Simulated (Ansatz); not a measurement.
Hf: pressure and energy change per atom against volume scale

Plane-wave DFT, scalar-relativistic PAW made under PBE with cores redone for the functional, no dispersion; the given relaxed cell is scaled uniformly, energy at zero smearing counts from the unscaled cell, pressure at the given Fermi-Dirac smearing is positive in compression. The results are calculated, by Ansatz 0.2.0.

The cell before it is scaled or strained (space group Pm-3m, No. 221):
```
cell vectors (Å)
   2.8240     0.0000     0.0000
   0.0000     2.8240     0.0000
   0.0000     0.0000     2.8240
atoms (fractions of the cell vectors)
Hf  0.00000  0.00000  0.00000
```

Settings of every row: spin polarised no; functional LDA; wave cutoff 420 eV; smearing width 0.1 eV; k mesh 13x13x13.

Atom starting moment: 0 on all atoms.

Limits: no spin-orbit coupling, which can matter with elements this heavy; the cell comes from a prototype or a list of computed structures and needn't be the stable phase.

| row | volume scale | V (Å³/atom) | pressure (GPa) | energy change per atom (meV) |
| --- | --- | --- | --- | --- |
| 1 | 0.88 | 19.819 | 14.7 | 114.13 |
| 2 | 0.92 | 20.72 | 8.96 | 47.91 |
| 3 | 0.96 | 21.62 | ? | ? |
| 4 | 1.04 | 23.422 | -3 | 9.05 |
| 5 | 1.08 | 24.323 | -5.68 | 35.01 |
| 6 | 1.12 | 25.224 | -7.9 | 74.88 |

Question: what pressure and energy change per atom should row 3 give?

Worked fit of pressure. Take u = (V_r/V)^(2/3) − 1 with V_r = 23.422 Å³ an atom, which is twice the finite (Eulerian) strain; such expansions in the strain, on which the Birch-Murnaghan equation of state is built, carry the rest volume and the bulk modulus. The shown rows have u = 0.11779, 0.08515, 0, -0.02485, -0.04821. Least squares give pressure = −3.002 + 115.578 × u + 294.11 × u² GPa; a straight line predicts inner rows, each left out in turn, worse (root mean square 0.83 against 0.018 GPa). The rows lie off it by 0.01, -0.01, 0.00, 0.01, -0.01. The pressure vanishes at u = 0.0245, or V = 22.59 Å³ an atom, and there the bulk modulus at fixed shape and fractions is B = −V dP/dV = (2/3)(1 + u) dP/du = 88.8 GPa. The withheld row has u = 0.05482, so the fit gives −3.002 + 115.578 × (0.05482) + 294.11 × (0.05482)² = 4.22 GPa.

The calculation gave 4.19 GPa. The fit lies 0.03 GPa (0.13 % of the column's range) above it; its largest miss of a shown row is 0.01 GPa.

Worked fit of energy change per atom. Take u = (V_r/V)^(2/3) − 1 with V_r = 23.422 Å³ an atom, which is twice the finite (Eulerian) strain; such expansions in the strain, on which the Birch-Murnaghan equation of state is built, carry the rest volume and the bulk modulus. The shown rows have u = 0.11779, 0.08515, 0, -0.02485, -0.04821. Least squares give energy change per atom = 9.256 − 704.23 × u + 13552.64 × u² meV; a straight line predicts inner rows, each left out in turn, worse (root mean square 38 against 0.5 meV). The rows lie off it by -0.21, 0.36, -0.21, -0.12, 0.17 (root mean square 0.23 meV). The withheld row has u = 0.05482, so the fit gives 9.256 − 704.23 × (0.05482) + 13552.64 × (0.05482)² = 11.38 meV.

The calculation gave 11.5 meV. The fit lies 0.12 meV (1 % of the value, 0.11 % of the column's range) below it; its largest miss of a shown row is 0.36 meV.
